GeSb4Te4, 9 atoms in the cell, space group P-3m1 (164), conventional a = 4.267, c = 17.007 Å, 29.79 Å³ an atom. Loewdin populations of the shells that the datasets hold (zero for a shell they lack, f left out), summed by atom and angular momentum, and Bader charges and volumes at fixed atoms. Ansatz 0.2.0, plane-wave PAW, scalar-relativistic; functional PBEsol; no spin polarisation; cutoff 420 eV; k mesh 12×12×2.

```csv
row,element,s electrons (e),p electrons (e),d electrons (e),Bader charge (e),Bader volume (Å³)
1,Ge,1.87,2.24,10.00,0.38,20.28
2,Sb,1.82,3.16,10.00,0.04,30.87
3,Sb,1.92,2.85,10.00,0.49,26.10
4,Te,1.82,4.17,10.00,-0.41,32.70
5,Te,1.89,4.14,10.00,-0.31,34.24
```

The crystal must be pictured before the rows can be read. Each Ge atom has six Te neighbours at 2.96 Å, while the closest Sb–Sb contact is 2.92 Å, with three neighbours around the Sb atom. Together with the composition and the symmetry, this suggests a slab stacked Te–Sb–Te–Ge–Te–Sb–Te, followed by a double layer of Sb alone. The positions of the single rows aren't given, so the stacking and the place of each row in it are inferred.

A Bader charge is found by cutting space along surfaces where the electron density is lowest between atoms and counting the electrons on each side. A positive value means that the atom has fewer electrons than when neutral. The cell holds one Ge atom and two atoms of each other row.

### 1. Which atoms give up electrons, and which take them?

By the Bader count, Ge and the Sb of row 3 give up the most, and both kinds of Te take electrons. Te attracts electrons slightly more strongly than Ge or Sb, so the direction is the chemically familiar one. The Sb of row 2 hardly takes part. Weighted by the number of atoms, the charges cancel, as they must in a neutral cell.

### 2. Why do two Sb atoms in one crystal differ so much?

The element is the same, so the difference must come from the surroundings. Consider first an Sb atom bonded only to equivalent Sb atoms. Neither end of such a bond has a better claim to the shared electrons, so the bond can't charge either atom. Any charge has to come from exchange with something else.

Row 2 is close to this limit, with a charge of only 0.04 e, and is therefore taken as the Sb double layer. Its two atoms together pass about 0.08 e to the slab. Row 3, with 0.49 e, fits an Sb atom surrounded by Te, where every bond is uneven and all of them pull the same way. Since the charges themselves were used to place the two rows, the match illustrates the argument but doesn't test it.

This gives a rule for reading a layered crystal of this kind: look at the neighbours before looking at the element. Bonds between equivalent atoms leave them nearly neutral. Bonds to a more electronegative element add up to a positive charge.

### 3. How close is the slab to being made of ions?

The opposite limit is complete transfer. Ge would become 2+, slab Sb 3+ and Te 2−, with the double-layer Sb left neutral. These formal charges balance exactly, which makes them useful for counting electrons. They don't describe where the electrons are.

The Bader charges of Ge, slab Sb and both kinds of Te reach only about 15 to 21 % of the formal values. The p shells point the same way. In the ionic limit Ge would have no valence p electrons, yet the table gives it 2.24, close to the two of a free atom, although overlap with Te orbitals may add to that count. Both signs point to electrons that are largely shared, though displaced towards Te. Whether they sit in pairs between two atoms or spread over several bonds can't be read from charges.

### 4. Can the charge on Te be estimated from its neighbours?

Suppose that Ge and slab Sb each have six Te neighbours and share their charge equally among them. In the inferred stacking, an inner Te touches three Ge and three Sb atoms. It receives three sixths, or one half, of the charge given up by each kind of atom. With $q$ for the Bader charge,

$$q_{\text{inner Te}}=-\tfrac12\,(q_{\text{Ge}}+q_{\text{slab Sb}})=-\tfrac12\,(0.38+0.49)\ e\approx-0.43\ e.$$

The table has −0.41 e for row 4, which is taken here as the inner Te.

An outer Te touches only three slab Sb atoms and faces the double layer on its other side. It receives half the slab Sb charge plus the little that the double layer gives, about −0.28 e in all. Row 5 has −0.31 e. In this picture the outer Te is less negative because fewer atoms supply it with electrons.

The agreement is a weaker test than it looks. Neutrality fixes the sum of the two Te charges, and the rows were assigned so that their order would match. Only the size of the difference is left to test: the estimate gives 0.15 e and the table 0.10 e. That is half as much again as it should be, though still better than giving all Te atoms the same charge.

The volumes offer a separate hint about the assignment. By the Bader count, row 5 has fewer electrons than row 4 but fills more space, as an atom facing a gap between layers would. The outer Sb–Te bonds may also be shorter and carry more than an equal share of the charge, which would correct the estimate in the right direction. That is a guess, since bond lengths by site aren't given. The estimate also belongs to a perfectly ordered crystal with Ge held midway between its neighbours. Mixed Ge and Sb sites, or Ge moved off centre, would make the shares unequal.

### 5. Does another way of counting tell the same story?

Only in part. A Loewdin population assigns electrons to atomic orbitals instead of regions of space. Subtracting the s, p and d populations from the count of the neutral atom gives a second set of charges. In this set row 3 is still more positive than row 2, but Ge comes out at about −0.1 e and both kinds of Te are almost neutral. The order of the two Te sites is even reversed, but only by 0.04 e, which is too little to rely on. The Loewdin count therefore doesn't confirm the difference discussed in question 4.

The likely reason is that orbitals overlap. The outer part of a Ge p orbital reaches into the region around Te. Bader gives the electrons found there to Te, while Loewdin can credit them to the Ge orbital. This makes Ge and slab Sb look more positive in the Bader count and Te more negative, as the table has it.

Row 2 serves as a control. Between two equivalent atoms, any even-handed method must split the shared electrons equally, wherever it draws the line. The two counts indeed differ by only about 0.03 e there. They part where unlike atoms meet, and that is where the amount of charge transfer depends on its definition.

### 6. What would change if the datasets left out the d shells?

The d column would read zero instead of 10.00, and the bonding should look much the same. These shells are filled and lie well below the valence electrons. They add ten electrons to the population of each atom and ten to its neutral count, so they drop out of the Loewdin charge.

The neutral count must follow the dataset. For Ge it is 14 with the d shell and 4 without it. Using the wrong one would create a false charge of ten electrons, far larger than anything that bonding does here.

### 7. Which digits can be trusted?

The Loewdin populations miss 0.35 of the 138 electrons in the cell, about 0.04 per atom. The two kinds of Te differ by only 0.03 in their p electrons, so that difference deserves no explanation. The missing electrons can't repair the sign of Ge either: giving it some of them would only make it more negative.

The contrast between the two Sb sites is firmer. Suppose, as the worst case, that all the missing electrons belong to the two row 3 atoms. Each would gain about 0.17 e, which is less than the Loewdin contrast of 0.21 e. The contrast would shrink to a few hundredths, but it would not reverse.

For the Bader charges, the choice of definition matters far more than the second decimal. The two counts differ by about half an electron for Ge. There is also no repeat with a finer grid, or with datasets made for PBEsol instead of PBE, to show how steady the last digit is. In practice, Bader charges should be compared only with other Bader charges, and none of them should be read as an oxidation state. The printed output below gives both sets of charges and the test of equal sharing.

The analysis program printed:

```
Charges by two definitions in e:
  row  atoms in cell  Bader  Loewdin  Loewdin with loss shared equally
    1              1   0.38    -0.11                           -0.1489
    2              2   0.04     0.02                          -0.01889
    3              2   0.49     0.23                            0.1911
    4              2  -0.41     0.01                          -0.02889
    5              2  -0.31    -0.03                          -0.06889
Sum of Bader charges over the cell in e: 0
Mean Bader volume per atom in cubic angstrom: 29.79
Electrons missed by the Loewdin projection per cell: 0.35
Electrons missed by the Loewdin projection per atom: 0.03889
Sb row 3 less row 2 Bader charge in e: 0.45
Sb row 3 less row 2 Loewdin charge in e: 0.21
Sb row 3 less row 2 s electrons: 0.1
Sb row 3 less row 2 p electrons: -0.31
Charge given up by both row 2 Sb atoms together in e: 0.08
Ge Bader charge as percent of formal 2+: 19
Sb row 3 Bader charge as percent of formal 3+: 16.33
Te row 4 Bader charge as percent of formal 2-: 20.5
Te row 5 Bader charge as percent of formal 2-: 15.5
Inner Te charge from equal sharing in e: -0.435
Outer Te charge from equal sharing in e: -0.285
Miss for row 4 as inner Te in e: -0.025
Miss for row 5 as outer Te in e: 0.025
Miss for row 4 if all Te were equal in e: 0.05
Te difference row 5 less row 4 from equal sharing in e: 0.15
Te difference row 5 less row 4 in the table in e: 0.1
Te row 5 less row 4 p electrons: -0.03
```
